## A ladder that doesn't converge

It seems natural to rank electronic-structure methods like rungs: a plain density functional at the bottom, a hybrid with some exact exchange above it, and MP2, which treats electron correlation explicitly, at the top. Going up should then bring the numbers together. For linear O=Sn=O it doesn't, and how far the methods disagree depends on what is asked of them.

Three sizes are worth remembering. The energy needed to pull the molecule apart into atoms changes by up to 139 kJ/mol with the choice of density functional. The energy to remove one electron changes by about 0.3 eV. The gap between the frontier orbitals changes by more than 2 eV, although the electron-removal and attachment energies hardly move.

Linear singlet O=Sn=O at its PBE0 geometry (Sn–O 1.80 Å), gas phase: PySCF 2.14.0, def2-TZVP with a 28-electron core potential on Sn, density fitting, no spin–orbit coupling, unrestricted open shells, frozen-core MP2. Atomisation is to high-spin ground-configuration atoms, without zero-point energy; ionisation and attachment are vertical energy differences.

```
 method  exact exchange, long range (%)  atomisation (kJ/mol)  ionisation (eV)  attachment (eV)  HOMO (eV)  LUMO (eV)  rough cost (core min)
    PBE                               0                   888            10.62             0.95      -7.12      -4.06                    0.3
   TPSS                               0                   824            10.53             0.89      -7.18      -3.91                    0.4
 r2SCAN                               0                   805            10.66             1.06      -7.44      -3.94                    0.3
  TPSSh                              10                   773            10.60             0.93      -7.76      -3.54                    0.4
r2SCANh                              10                   756            10.71             1.10      -8.00      -3.58                    0.3
  B3LYP                              20                   764            10.84             1.13      -8.38      -3.47                    0.1
   PBE0                              25                   749            10.76             1.04      -8.60      -3.12                   0.06
     HF                             100                   135             9.16             0.45     -12.43       0.39                   0.04
    MP2                             n/a                   852            12.76             0.89        n/a        n/a                   0.06
```

## Atomisation: exact exchange weakens the bonds

Three pairs of rows differ only in the share of exact exchange, so they isolate its effect. From PBE to PBE0 the atomisation energy falls by 139 kJ/mol, from TPSS to TPSSh by 51 and from r2SCAN to r2SCANh by 49. The direction is the same each time.

The standard explanation starts from what two electrons do in a bond. When one is near oxygen, the other tends to be near tin; this avoidance is called left–right correlation, and it strengthens the bond. PBE, TPSS and r2SCAN build exchange from local properties of the electron density, and such exchange imitates part of the avoidance, often too generously. Exact exchange doesn't imitate it. Mixing some in therefore removes binding from the molecule, while the separated atoms have no bond to lose.

## One estimate: the price of a per cent

If the effect is proportional to the share mixed in, one pair should predict the others:

- PBE to PBE0: −139 kJ/mol for 25% exact exchange, or −139/25 ≈ −5.6 kJ/mol per per cent.
- For a hybrid with 10%: 10 × (−5.6) = −56 kJ/mol.

The computed steps for TPSSh and r2SCANh are some 10% smaller than this. They played no part in setting the rate, so the rule carries over well between these families. The agreement supports a common rate, though not by itself the explanation in terms of left–right correlation.

The rule doesn't cover the far end of the scale. Carried to 100% exact exchange, it gives 888 − 4 × 139 = 332 kJ/mol, whereas Hartree–Fock (HF) gives only 135. HF isn't simply the last hybrid: besides using exact exchange throughout, it drops the correlation part of the functional. With neither the imitation nor the real thing, most of the binding disappears.

The rule also can't say where a family starts. Without any exact exchange, PBE, TPSS and r2SCAN already span 83 kJ/mol. The form of the functional thus matters as much as a moderate dose of exact exchange.

## Why MP2 doesn't settle the matter

MP2 starts from HF and adds correlation as a small correction. Here the correction to the atomisation energy is 717 kJ/mol, about five times the HF value that it is meant to improve. The result, 852 kJ/mol, falls between PBE and TPSS, but that is no certificate of accuracy. When most of the binding comes from the correction, a modest relative error in it is a large error in the answer.

MP2 also lies 103 kJ/mol above PBE0. A careful user should read this as a warning about the uncertainty, not as a measured error of PBE0.

## Ionisation: the functionals nearly agree

Removing one electron at fixed geometry leaves the atoms in place and the bonds largely intact. Much of the error in describing those bonds should then be common to the molecule and its cation, and cancel in the difference. The PBE-to-PBE0 step in the ionisation energy is only 0.14 eV, or about 14 kJ/mol, a tenth of the step in atomisation. Across the seven functionals the spread is 0.31 eV.

HF and MP2 fall outside this group on opposite sides. HF lies 1.37 eV below the lowest functional, and MP2 lies 1.92 eV above the highest. A low HF value is usual, because the neutral molecule has more electrons to correlate than the cation and so loses more when correlation is left out.

The HF cation has a second problem. Its spin is badly mixed: the expectation value of the squared spin is 1.36, where a clean state with one unpaired electron has 0.75. For PBE0 the value is 0.825. The HF cation could lower its energy by breaking spin symmetry, while the neutral molecule was held to paired electrons, so the two sides of the difference weren't treated alike. This probably lowers the HF ionisation energy further. Such a solution may also hold the positive charge on one oxygen instead of sharing it between both, which the energies alone can't show.

MP2 inherits the same cation. Second-order corrections usually recover too little correlation from a spin-mixed starting point, which leaves the cation too high in energy and the ionisation energy too large. That is a plausible reason for MP2's overshoot, although its share of the 1.92 eV isn't known.

## Orbital levels are slopes, not differences

The highest occupied orbital (HOMO) is often used as a shortcut to the ionisation energy. With PBE the shortcut gives 7.12 eV, while the energy difference gives 10.62 eV. PBE0 narrows the mismatch to 2.16 eV, entirely because its HOMO is deeper; its slightly higher ionisation energy works the other way.

A simple picture explains this. Imagine removing the electron in small fractions and plotting the energy against the electron number. The HOMO energy is the slope of this curve at the neutral molecule, whereas the ionisation energy is the total climb to the cation. For the exact theory the curve is a straight line, and slope and climb agree. Common functionals make it sag, because a fraction of an electron wrongly repels itself, so the slope at the neutral end gives too small an ionisation energy.

The same sag places the lowest empty orbital (LUMO) too deep. Exact exchange reduces it, which pushes the two levels apart. HF bends the curve the other way: its HOMO suggests 12.43 eV, well above its own energy difference of 9.16 eV, though the spin-mixed cation adds to that gap.

The cleanest evidence is a comparison of two gaps. Among the seven functionals the HOMO–LUMO gap varies by 2.42 eV, but ionisation minus attachment varies by only 0.12 eV. The functionals disagree about the slopes and largely agree about the climbs.

## How accurate is accurate enough?

For a high-temperature process, energies enter through an exponential. At 1000 K the thermal energy RT is about 8 kJ/mol. The four hybrids differ by 24 kJ/mol in atomisation, which changes the equilibrium constant for breaking the molecule into atoms by a factor of about e³, or 20. The 139 kJ/mol between PBE and PBE0 changes it by about seven powers of ten.

Even the agreement among hybrids isn't accuracy. Spin–orbit coupling, left out here, stabilises the free tin atom. Judging by the atom's measured energy levels, it would lower every atomisation energy by roughly 30 kJ/mol. That is more than the hybrids' whole spread, and no choice of functional in the table repairs it.

## What to use

**For ionisation**, take the energy difference between neutral and cation from any of the seven functionals, and allow at least a few tenths of an eV, since the functionals may share an error that their agreement hides. That suffices for a rough vertical ionisation energy; the threshold itself can lie lower, because the cation can relax its shape. Don't use the HOMO in its place, and don't use HF or MP2 with this cation.

**For electron attachment**, use energy differences too, but expect the values near 1 eV to rise in a fuller basis. This one lacks the diffuse functions that a loosely held extra electron needs. The functionals differ by only 0.24 eV, and nothing here shows which of them is nearest the truth.

**For atomisation**, none of these levels should be trusted to a few kJ/mol. A hybrid gives a reasonable first value, with an uncertainty that may reach 100 kJ/mol. A decision that depends on less calls for a coupled-cluster calculation in a large basis, with spin–orbit coupling and zero-point energy added, and a check that one electron configuration describes the molecule adequately.

**Cost** is no reason to economise here. No row takes more than about 0.4 core minutes, and the timings are too rough to rank the methods. Size changes that: doubling the system multiplies the formal work by 2⁴ = 16 for exact exchange with density fitting, and by 2⁵ = 32 for MP2. For this molecule, the scarce resource is a trustworthy treatment of correlation, not computer time.
